Dear colleague,

For a power MOSFET that carries a fixed current at a fixed switching frequency there is one chip area that wastes the least power, and on that chip the heat generated per unit area is set by the switching energy alone, whatever the on-resistance. Here is the derivation, with the conditions under which the second statement holds, because your bench converter violates some of them by a wide margin.

\section*{Conventions and premises}

Energies are in eV, lengths in nm and temperatures in K. Chip areas are quoted in mm$^2$, with $1~\mathrm{mm^2}=10^{12}~\mathrm{nm^2}$, so that $1~\mathrm{nJ/mm^2}=6.24\times10^{-3}~\mathrm{eV/nm^2}$. The elementary charge is $q$, the switching frequency $f$, the active chip area $A$, and $I$ is the root-mean-square drain current over a full period. The premises are these.

(P1) The chip consists of identical cells in parallel that share the current evenly. Its on-resistance is then $r/A$, with a specific on-resistance $r$ that does not depend on $A$.

(P2) The capacitances of the cells add, so the energy lost per cycle in charging and discharging them is $wA$, with $w$ independent of $A$, of the current and of temperature. A fraction $\eta$ of this energy, $0\le\eta\le1$, turns into heat inside the chip; the rest heats the driver or the other switch.

(P3) The circuit fixes $I$, independently of $A$ and $f$. When $f$ is varied the inductance is scaled as $1/f$, which keeps the ripple constant.

(P4) Heat leaves through a stack of layers with the footprint of the chip, so the thermal resistance is $\rho/A$, with $\rho$ the sum of thickness over conductivity for all layers. The junction may rise at most $\Delta T$ above the heat sink.

(P5) All other losses are either absent or independent of $A$.

I first hold $r$ fixed, then let it follow the temperature, and finally relax (P4) and admit the losses allowed by (P5).

\section*{The two loss terms in a synchronous buck converter}

Take the low-side switch of a converter with input voltage $V$, duty ratio $D$, output current $I_o$ and peak-to-peak ripple $\delta I$. It conducts for the fraction $1-D$ of the period, during which the inductor current falls linearly, $i=I_o+\delta I(\tfrac12-\tau)$ with $\tau$ running from 0 to 1. The cross term of $i^2$ integrates to zero and $\int_0^1(\tfrac12-\tau)^2\,d\tau=\tfrac1{12}$, hence
\begin{equation}
I^2=(1-D)\left(I_o^2+\frac{\delta I^2}{12}\right),\qquad P_c=\frac{I^2r}{A}.
\label{eq:rms}
\end{equation}

The gate is charged from a supply at constant voltage $V_g$ and discharged to the source. At turn-on the supply passes the charge $\sigma_gA$ and delivers the energy $\sigma_gAV_g$; at turn-off it delivers nothing. After a full cycle the gate is back in its initial state, so everything delivered has been dissipated, for any shape of the charge--voltage curve and any value of the resistances, provided the drain circuit does no net work on the gate charge. That holds for the low-side switch, which turns on and off with its drain near zero. Thus
\begin{equation}
w_g=\sigma_gV_g .
\label{eq:wg}
\end{equation}
The internal gate resistance $R_g$ and the driver resistance $R_d$ carry the same current in series, so the chip receives the share $\eta_g=R_g/(R_g+R_d)$ if $R_d$ is the same on both edges.

The output capacitance of the low-side chip also scales with $A$. When the high-side switch turns on, the input supply pushes the charge $\sigma_oA$ into that capacitance and delivers $\sigma_oAV$, of which $A\int v\,d\sigma$ is stored. When the high-side switch turns off, the inductor current draws the charge out again and the stored energy reaches the load. Only the difference is lost. For an abrupt one-sided junction with drift doping $N$ and permittivity $\epsilon$, with the built-in potential dropped, $\sigma(v)=\sqrt{2q\epsilon Nv}$, that is $v=V(\sigma/\sigma_o)^2$, and
\begin{equation}
w_o=\sigma_oV-\int_0^{\sigma_o}V\frac{\sigma^2}{\sigma_o^2}\,d\sigma=\frac23\,\sigma_oV,\qquad \sigma_o=\sqrt{2q\epsilon NV}.
\label{eq:wo}
\end{equation}
This energy is caused by the low-side area but dissipated in the high-side channel and the loop resistance. Therefore
\begin{equation}
w=w_g+w_o,\qquad \eta w=\eta_gw_g .
\label{eq:w}
\end{equation}

\section*{The optimum at fixed $r$}

The converter loss that depends on the low-side area is
\begin{equation}
P(A)=\frac{I^2r}{A}+fwA .
\label{eq:P}
\end{equation}
All of $w$ enters, since efficiency does not care where the heat appears. The derivative $dP/dA=-I^2r/A^2+fw$ vanishes at one positive area, and $d^2P/dA^2=2I^2r/A^3>0$ makes it the global minimum:
\begin{equation}
A^*=I\sqrt{\frac{r}{fw}} .
\label{eq:A}
\end{equation}
Insertion gives $I^2r/A^*=I\sqrt{rfw}=fwA^*$. The two terms are equal, and
\begin{equation}
P_{\min}=2I\sqrt{rfw}.
\label{eq:Pmin}
\end{equation}
The technology enters the least loss only through the product $rw$; for pure gate loss this is $V_g$ times the area-independent product of on-resistance and gate charge. With $x=A/A^*$, the first term of \eqref{eq:P} becomes $P_{\min}/(2x)$ and the second $P_{\min}x/2$, so
\begin{equation}
\frac{P}{P_{\min}}=\frac12\left(x+\frac1x\right)=\cosh(\ln x).
\label{eq:flat}
\end{equation}
The minimum is flat and symmetric in $\ln A$: half or twice the optimal area costs 25 per cent.

\section*{The thermal frequency}

The heat generated in the chip is $P_c+\eta fwA$. By (P4) the temperature rise $\theta$ is $\rho/A$ times this,
\begin{equation}
\theta=\rho\,(p_c+\eta fw),\qquad p_c\equiv\frac{I^2r}{A^2}.
\label{eq:theta}
\end{equation}
At $A^*$, equation \eqref{eq:A} gives $p_c=fw$. Both $I$ and $r$ have dropped out: a larger current or a poorer $r$ calls for a larger chip with the same conduction loss per area. So $\theta^*=(1+\eta)\rho fw$, and $\theta^*\le\Delta T$ means
\begin{equation}
f\le f_T=\frac{\Delta T}{(1+\eta)\,w\rho}.
\label{eq:fT}
\end{equation}
If all switching energy heats the chip, $\eta=1$, the loss density is $2fw$ and $f_T=\Delta T/(2w\rho)$. With gate loss shared with a driver and output-charge loss exported to the other switch, the density lies between $fw$ and $2fw$.

The frequency $f_T$ is where the loss-optimal chip reaches the limit, and operation above it remains possible on an oversized chip. Solving \eqref{eq:theta} for $\theta\le\Delta T$ gives
\begin{equation}
A\ge A_{\rm th}=I\sqrt{\frac{r}{\Delta T/\rho-\eta fw}},\qquad
\frac{A_{\rm th}}{A^*}=\sqrt{\frac{fw}{\Delta T/\rho-\eta fw}} .
\label{eq:Ath}
\end{equation}
The ratio is at most 1 exactly when \eqref{eq:fT} holds. Above $f_T$ the best admissible chip is $A_{\rm th}$, at the penalty \eqref{eq:flat}. It diverges at $f_{\max}=\Delta T/(\eta w\rho)$, where the switching heat alone uses up the cooling, and no area works beyond that. For $\eta=1$, $f_{\max}=2f_T$. Neither frequency contains $r$.

\section*{Electrothermal feedback}

In the fully enhanced state $r$ rises with temperature; let $\gamma=d\ln r/dT>0$. Within the chip this is stabilising: all cells see the same voltage, a hotter cell takes less current, and (P1) is protected. For the chip as a whole it is destabilising, because the inductor imposes the current. With heat capacity $C$ per area, $C\,d\theta/dt=p_c(\theta)+\eta fw-\theta/\rho$, and a small deviation from the steady state changes at the rate $(\gamma p_c-1/\rho)/C$. It decays if the loop gain
\begin{equation}
u=\rho\gamma p_c
\label{eq:u}
\end{equation}
is below 1; $u=1$ marks thermal runaway.

The area now acts on $r$ through $\theta$. From the definition of $p_c$, $dp_c/dA=-2p_c/A+\gamma p_c\,d\theta/dA$, and from \eqref{eq:theta}, $d\theta/dA=\rho\,dp_c/dA$. Together they give $dp_c/dA=-2p_c/[A(1-u)]$. Writing $P=Ap_c+fwA$,
\begin{equation}
\frac{dP}{dA}=p_c-\frac{2p_c}{1-u}+fw=0
\quad\Longrightarrow\quad
s\equiv\frac{p_c}{fw}=\frac{1-u}{1+u}.
\label{eq:s}
\end{equation}
The self-consistent optimum has a larger area than \eqref{eq:A} evaluated with the same hot $r$, by the factor $s^{-1/2}$, since extra area also cools the chip. It is always stable, because $s>0$ requires $u<1$.

At the thermal limit $\Delta T=\rho fw(\eta+s)$, so $\rho p_c=\Delta T\,s/(\eta+s)$ and $u=\beta s/(\eta+s)$, where $\beta=\gamma\Delta T$ with $\gamma$ taken at the limiting temperature. Inverting \eqref{eq:s} gives $u=(1-s)/(1+s)$. Equating the two forms, $(1-s)(\eta+s)=\beta s(1+s)$, or
\begin{equation}
(1+\beta)s^2+(\beta+\eta-1)s-\eta=0,\qquad f_T=\frac{\Delta T}{(\eta+s)\,w\rho},
\label{eq:fTfb}
\end{equation}
with the positive root. For $\beta=0$ the quadratic is $(s-1)(s+\eta)$ and \eqref{eq:fT} returns. For $\eta=1$ it factors as $[(1+\beta)s-1](s+1)$, so that
\begin{equation}
s=\frac1{1+\beta},\qquad f_T=\frac{\Delta T}{w\rho}\,\frac{1+\beta}{2+\beta}.
\label{eq:fT1}
\end{equation}
The magnitude of $r$ is still absent and only its logarithmic slope enters.

\section*{Area-independent loss and cooling}

During the two dead times $t_d$ per cycle the body diode carries the peak and the valley current, whose sum is $2I_o$, at the forward voltage $V_F$. The energy $E_0=2t_dV_FI_o$ is dissipated in the chip and is, up to a logarithm, independent of $A$. It leaves \eqref{eq:A} unchanged and adds $fE_0$ to the heat. Likewise a chip soldered to a board sees, in series with $\rho/A$, a resistance $R_x$ set by copper and air and not by the chip. Then $\theta=(\rho/A+R_x)(P_c+\eta fwA+fE_0)$, and at $A^*$, with $r$ fixed, the four products are
\begin{equation}
\theta^*=(1+\eta)\rho fw+\frac{\rho E_0f^{3/2}}{I}\sqrt{\frac wr}+(1+\eta)R_xI\sqrt{rfw}+R_xE_0f .
\label{eq:full}
\end{equation}
Two of the new terms contain $r$, with opposite trends. A lower $r$ shrinks the chip and concentrates $E_0$, but it also lowers the total heat that $R_x$ has to carry.

When $R_x\gg\rho/A$ the feedback changes form. Now $d\theta/dA=R_x(dP_c/dA+\eta fw)$ and $dP_c/dA=-P_c/A+\gamma P_c\,d\theta/dA$. With $U=\gamma R_xP_c$ these give $(1-U)\,dP_c/dA=-P_c/A+U\eta fw$, and the optimum condition $dP_c/dA=-fw$ becomes
\begin{equation}
\frac{p_c}{fw}=1-(1-\eta)U .
\label{eq:U}
\end{equation}

\section*{Range of validity}

Equations \eqref{eq:A} and \eqref{eq:Pmin} hold when every area-dependent loss scales as $1/A$ or as $A$, wherever it is dissipated, and when $u$ and $U$ are small; $r$ is to be taken at the operating temperature. They need continuous inductor current, hard turn-on of the high side for \eqref{eq:wo}, a conventional gate driver without energy recovery for \eqref{eq:wg}, and $2t_df\ll1-D$ for \eqref{eq:rms}. For the high-side switch the overlap of current and voltage adds a loss that depends on area through the gate--drain charge and the driver strength; it fits the scheme only where it is proportional to $A$ or independent of it.

The independence of $f_T$ from $r$ needs more: $R_x\ll\rho/A^*$ and $E_0\ll(1+\eta)wA^*$, layers thin against $\sqrt{A}$, and a temperature swing within one period that is small against $\theta$. The stability argument covers the fully enhanced state only. In linear-mode operation at low gate overdrive the current rises with temperature, cells no longer share evenly, and (P1) fails; avalanche and short-circuit events lie outside as well.

\section*{Illustration: a 30 V silicon low-side switch at 1 MHz}

All inputs are assumed, typical values unless a source is named. The converter has $V=12$ V, output 1.2 V, so $D=0.1$, with $I_o=20$ A and $\delta I=6$ A. Equation \eqref{eq:rms} gives $I^2=362.7~\mathrm{A^2}$ and $I=19.0$ A. I take $r=r_0[1+\alpha(T-298~\mathrm{K})]$ with $r_0=10~\mathrm{m\Omega\,mm^2}$, that is $10^{10}~\Omega\,\mathrm{nm^2}$, and $\alpha=0.004~\mathrm{K^{-1}}$, so $r=12$ at 348 K and $14~\mathrm{m\Omega\,mm^2}$ at 398 K.

The trench cell has a pitch of 1000 nm, a gate facing 400 nm of each of two walls, and 40 nm of oxide with relative permittivity 3.9. Treated as a linear capacitor at $V_g=5$ V, it holds $\sigma_g=3.45~\mathrm{nC/mm^2}$, or 0.0216 elementary charges per nm$^2$, and $w_g=0.11~\mathrm{eV/nm^2}=17~\mathrm{nJ/mm^2}$. The geometry and $r_0$ were chosen so that $r_0\sigma_g=35~\mathrm{m\Omega\,nC}$, a typical product for this voltage class. For the drift region take $N=3\times10^{-5}~\mathrm{nm^{-3}}$ and the static dielectric constant 11.7 (compiled value at 300 K, Ioffe Institute). Then $\sigma_o=3.46~\mathrm{nC/mm^2}$, the depletion width $\sigma_o/(qN)$ is 719 nm, and $w_o=0.17~\mathrm{eV/nm^2}=28~\mathrm{nJ/mm^2}$. If the junction starts from a collapsed depletion layer at a forward bias near the built-in potential, about 0.8 V, $V$ in \eqref{eq:wo} becomes 12.8 V and $w_o$ rises by 10 per cent. I continue with the rounded values $w_g=17$ and $w=45~\mathrm{nJ/mm^2}$, the latter equal to $0.28~\mathrm{eV/nm^2}$. With $R_g=R_d=1~\Omega$, $\eta_g=0.5$, $\eta w=8.5~\mathrm{nJ/mm^2}$ and $\eta=0.19$.

At 1 MHz and 348 K, $fw=0.045~\mathrm{W/mm^2}$, and the model gives
\begin{equation}
A^*=9.8~\mathrm{mm^2},\qquad r/A^*=1.2~\mathrm{m\Omega},\qquad P_{\min}=0.89~\mathrm{W}.
\label{eq:num}
\end{equation}
Gate charge alone would give $A^*=16.0~\mathrm{mm^2}$ and $P_{\min}=0.54$ W. That chip is 1.63 times too large once the output charge is counted, and by \eqref{eq:flat} it loses 12 per cent more than \eqref{eq:num}.

For the cooling, a die $10^5$ nm thick with the conductivity 130 W/(m K) (compiled value, Ioffe Institute, temperature not stated) contributes $0.77~\mathrm{K\,mm^2/W}$. With an assumed $10~\mathrm{K\,mm^2/W}$ for attach, copper and interface, $\rho=10.8~\mathrm{K\,mm^2/W}$; a fall of the silicon conductivity by a quarter on heating would raise it by 2 per cent. The chip edge, $3.1\times10^6$ nm, is long against the die thickness. The sink is at 323 K and the limit at 398 K, so $\Delta T=75$ K and $\beta=0.214$. Under (P4) and with $E_0=0$ the model's thermal frequencies are:

\begin{center}
\begin{tabular}{lccc}
 & $f_T$, fixed $r$ & $s$ & $f_T$, with feedback\\
$\eta=1$ & $7.7\times10^7$ Hz & 0.82 & $8.5\times10^7$ Hz\\
$\eta=0.19$ & $1.3\times10^8$ Hz & 0.71 & $1.7\times10^8$ Hz
\end{tabular}
\end{center}

These are formal numbers. With $t_d=10$ ns the dead times would fill the whole low-side interval at 45 MHz, so the entries say only that the area-scaling limit never binds for this device.

What binds is \eqref{eq:full}. With $V_F=0.8$ V, $E_0=0.32~\mu\mathrm{J}=2.0\times10^{12}$ eV, which is 0.32 W at 1 MHz against 0.53 W from $(1+\eta)fwA^*$, and a board with $R_x=30$ K/W dwarfs $\rho/A^*=1.1$ K/W. Both conditions for independence from $r$ fail. The chip dissipates 0.85 W and rises by 26 K to 349 K, where $r$ differs by 0.4 per cent from the value used. Setting \eqref{eq:full} equal to 75 K with $r=14~\mathrm{m\Omega\,mm^2}$ gives $f=3.8$ MHz and $A^*=5.4~\mathrm{mm^2}$; the four terms are 2.2, 2.5, 33.4 and 36.9 K in the order written. Halving $r$ moves the limit to 4.4 MHz.

The neglected terms have these sizes at 1 MHz. The loop gains are $u=0.0016$ and $U=0.044$, and \eqref{eq:U} enlarges the area by about $(1-\eta)U/2$, or 2 per cent; at the 3.8 MHz limit $U=0.08$. The dead times take 0.02 of the period from the channel, and 0.08 at the limit. For an ideal diode $dV_F/d\ln A=-k_BT/q$, with $k_BT=0.030$ eV, which adds $-2t_dfI_ok_BT/q=-0.012$ W to $A\,dP/dA$; since $d^2P/d(\ln A)^2=P_{\min}$ at the optimum, $A^*$ grows by 1.4 per cent. A package resistance of 0.3 m$\Omega$ adds 0.11 W and about 3 K without moving $A^*$. A stored diode charge of 15 nC costs 0.18 W, mainly in the high side, and belongs in $w$ to the extent that it grows with area. With a heat capacity $c=1.6\times10^6~\mathrm{J\,m^{-3}K^{-1}}$ and the conductivity $\kappa$ above, heat spreads over $\sqrt{\kappa/(\pi cf)}=5.1\times10^3$ nm in a cycle, and the heat of one cycle warms that layer by about 0.01 K, so the steady-state treatment is safe.

As typical knowledge and not as a measurement, low-side parts for a 20 A phase have roughly 1.5 to 3 m$\Omega$, so the model's area exceeds common practice by up to a factor of about two; cost and light-load efficiency pull the area down, and \eqref{eq:flat} makes that cheap. Such converters typically run at or below about 1 MHz, several times under the model's 3.8 MHz, which concerns the low-side temperature only. It leaves out the heat that the high side, the driver and the inductor put into the same board, and the high-side switching loss that usually sets the frequency first.